\section*{Gain-guided Gaussian modes: Petermann factor and astigmatism}

Fields go as $e^{i(\beta z-\omega t)}$. After averaging over the heterostructure mode, the lateral field obeys $E''+[k_0^2\epsilon(x)-\beta^2]E=0$. For $\epsilon=\epsilon_0-a^2x^2$, $a=a_r+ia_i$, $a_r>0$, substitution gives
\begin{equation}
E=e^{-k_0ax^2/2},\qquad \beta^2=k_0^2\epsilon_0-k_0a .
\end{equation}
Gain $g$ adds $-ing/k_0$ to $\epsilon$, with $n$ the effective index. Gain peaked on axis therefore makes $a_i<0$, and the phase $k_0|a_i|x^2/2=k_0nx^2/2R$ is a diverging front with $R=n/|a_i|$ inside the crystal.

The wave operator is complex symmetric, so a source $f$ excites the amplitude $\int fE/\int E^2$, unconjugated. For spatially uncorrelated spontaneous emission the modal power exceeds that of a real mode by Petermann's factor
\begin{equation}
K=\frac{\left(\int|E|^2dx\right)^2}{\left|\int E^2dx\right|^2}=\frac{\pi/k_0a_r}{\pi/k_0|a|}=\frac{|a|}{a_r}.
\end{equation}
In air the facet field is a paraxial beam $e^{ik_0x^2/2q}$, $q=D-iz_R=-i/a$, so
\begin{equation}
D=\frac{|a_i|}{|a|^2},\qquad z_R=\frac{a_r}{|a|^2}.
\end{equation}
The lateral waist appears a distance $D$ behind the facet. The index-guided vertical waist lies at the facet, so $D$ is the astigmatism.

Let modal gain and built-in index fall parabolically by $\Delta g$ and $\Delta n$ at the stripe edge $x=s$, and let carriers add $\delta n=-\alpha\,\delta g/2k_0$. Then
\begin{equation}
a^2=A(\rho-i),\qquad A=\frac{n\Delta g}{k_0s^2},\qquad \rho=\frac{2k_0\Delta n}{\Delta g}-\alpha .
\end{equation}
For a 12~$\mu$m proton-implanted GaAs stripe $s=6~\mu$m. Lasing near the compiled 300~K gap of 1.42~eV (Wing 2021) gives $\lambda=0.873~\mu$m. I take typical $n=3.5$ and $\alpha=3$, and choose $\Delta g=200$~cm$^{-1}$ so that $D$ is a few tens of microns, as is typical of gain-guided stripes. Then $A=2.70\times10^{-4}~\mu$m$^{-2}$. The intensity FWHM is $2\sqrt{\ln2/k_0a_r}$.

\begin{center}
\begin{tabular}{lcccccc}
\hline
Regime & $\rho$ & $10^3\Delta n$ & $K$ & FWHM ($\mu$m) & $R$ (mm) & $D$ ($\mu$m)\\
\hline
Full antiguiding & $-3$ & 0 & 6.2 & 9.1 & 0.12 & 34\\
Partly compensated & $-1$ & 2.8 & 2.6 & 7.2 & 0.19 & 47\\
Pure gain guiding & 0 & 4.2 & 1.41 & 5.8 & 0.30 & 43\\
Mixed & 1 & 5.6 & 1.08 & 4.6 & 0.47 & 20\\
Index dominated & 3 & 8.3 & 1.01 & 3.7 & 0.75 & 5.5\\
\hline
\end{tabular}
\end{center}

Write $a=|a|e^{-i\phi}$, $\cot2\phi=\rho$, $r=\sqrt{1+\rho^2}$. Then
\begin{equation}
K^2=\frac{1}{\cos^2\phi}=\frac{2r}{r+\rho},\qquad D^2=\frac{r-\rho}{2Ar^2}.
\end{equation}
$K$ depends on $\rho$ alone. It is $\sqrt2$ at $\rho=0$, tends to 1 under index guiding and to $2|\rho|$ under strong antiguiding. $D=\sin\phi/|a|$ is not monotonic: antiguiding saturates $\sin\phi$ while $|a|$ keeps growing. Setting $d\ln D^2/d\rho=-1/r-2\rho/r^2=0$ gives $\rho=-1/\sqrt3$, $K=2$, and here $D_{\max}=49~\mu$m.

\textbf{Question:} Why is $D$ not simply $R/n$?

$R/n=1/|a_i|$ is the front radius in air, and its centre lies behind the waist. Since $D=\sin^2\phi\,(R/n)$, they merge only as $\phi\to90^\circ$. Pure gain guiding gives half.

\textbf{Question:} Can one read $K$ off the beam?

Yes, for this Gaussian. The $1/e^2$ radii at facet and virtual waist obey $w^2=2/k_0a_r$ and $w_0^2=2z_R/k_0$, so $K=w/w_0$. Also $D=(k_0w^2/4)\sin2\phi$: at fixed spot size, rather than fixed $A$, the maximum falls at $K=\sqrt2$.

\textbf{Question:} What keeps the stripe in one lateral mode?

Hermite--Gauss order $p$ has $\beta^2=k_0^2\epsilon_0-(2p+1)k_0a$, so each order loses $2|a_i|/n$ of modal gain: 66~cm$^{-1}$ at $\rho=0$, only 27~cm$^{-1}$ at $\rho=3$.

\textbf{Question:} Where does the model fail?

The paraxial step is safe. The widest far field, at $\rho=-3$, has $1/e^2$ half-angle $\theta=2/k_0w_0=0.23$~rad, and the dropped phase $k_0D\theta^4/8$ is 0.08~rad. The parabola is weaker. The power outside the stripe, $\mathrm{erfc}(s\sqrt{k_0a_r})$, is 1.4\% at $\rho=0$ but 12\% at $\rho=-3$, where the real profile flattens outside the stripe and the tails cease to be Gaussian. An implanted stripe has little built-in step, and heating offsets only part of the antiguiding, so it sits near the first two rows. The model's 34 to 47~$\mu$m follows from the chosen $\Delta g$, since $D\propto\Delta g^{-1/2}$ at fixed $\rho$.